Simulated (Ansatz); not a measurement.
Ligand exchange: CClF3 + GaH2(SH) → CHF3S + GaH2Cl

Species: CClF3 `FC(F)(F)Cl`, singlet; GaH2(SH), singlet; CHF3S (trifluoromethanethiol) `FC(F)(F)S`, singlet; GaH2Cl `[Cl][GaH2]`, singlet. The partners trade Cl for SH: C–Cl and Ga–SH bonds give way to C–SH and Ga–Cl.

Shapes, held fixed at every level: PBE0-D4/def2-TZVP. Programs: Ansatz 0.2.0. The zero-point and thermal change to 298 K, harmonic and unscaled (PBE0-D4/def2-TZVP), is +0.4 kJ/mol.

```csv
level,kind,ΔH(298 K) (kJ/mol),less CCSD(T)/def2-TZVPP,CPU time (sum over the molecules)
HF/def2-SVP,Hartree–Fock,-47.8,-11.8,–
HF/def2-TZVPP,Hartree–Fock,-49.0,-13.0,–
PBE-D4/def2-TZVPP,GGA,-30.5,+5.5,9.8 s
r2SCAN-D4/def2-TZVPP,meta-GGA,-33.8,+2.2,19 s
B3LYP-D4/def2-TZVPP,global hybrid,-38.2,-2.2,15 s
B2PLYP/def2-TZVPP,double hybrid,-38.2,-2.2,19 s
CCSD(T)/def2-TZVPP,coupled cluster or CI,-36.0,0.0,1.8 min
```

The highest level, CCSD(T)/def2-TZVPP, gives ΔH(298 K) = -36.0 kJ/mol; the levels span -49.0 to -30.5. The column of differences is taken from that level and isn't an error. No measured value is set beside it here. Relativity is left out for Ga. Outer-core shells of Ga are correlated in most correlated rows, in sets that cover them unevenly. Times are processor times on shared x86 and Arm servers, and rough.

The exchange is exothermic at every level, with CCSD(T) placing it at -36.0 kJ/mol. The thermal term is very small, as expected when two molecules give two and the bond types are largely conserved, so the preference is essentially electronic. It probably reflects bond polarity: electropositive gallium gains more from exchanging sulfur for the more electronegative chlorine than carbon loses in the opposite exchange. Donation from the sulfur lone pair into C–F antibonding orbitals may also help the thiol side.

Hartree–Fock exaggerates the driving force and PBE understates it, perhaps because they err in opposite directions on the polarity of the gallium bonds. The Hartree–Fock excess persists in the larger basis, which points to missing correlation rather than basis size. The sign is therefore secure among these methods, while the magnitude is less so. These energies describe isolated monomers, whereas both gallium species can associate through chloride or thiolate bridges, which could shift the balance in condensed phases.
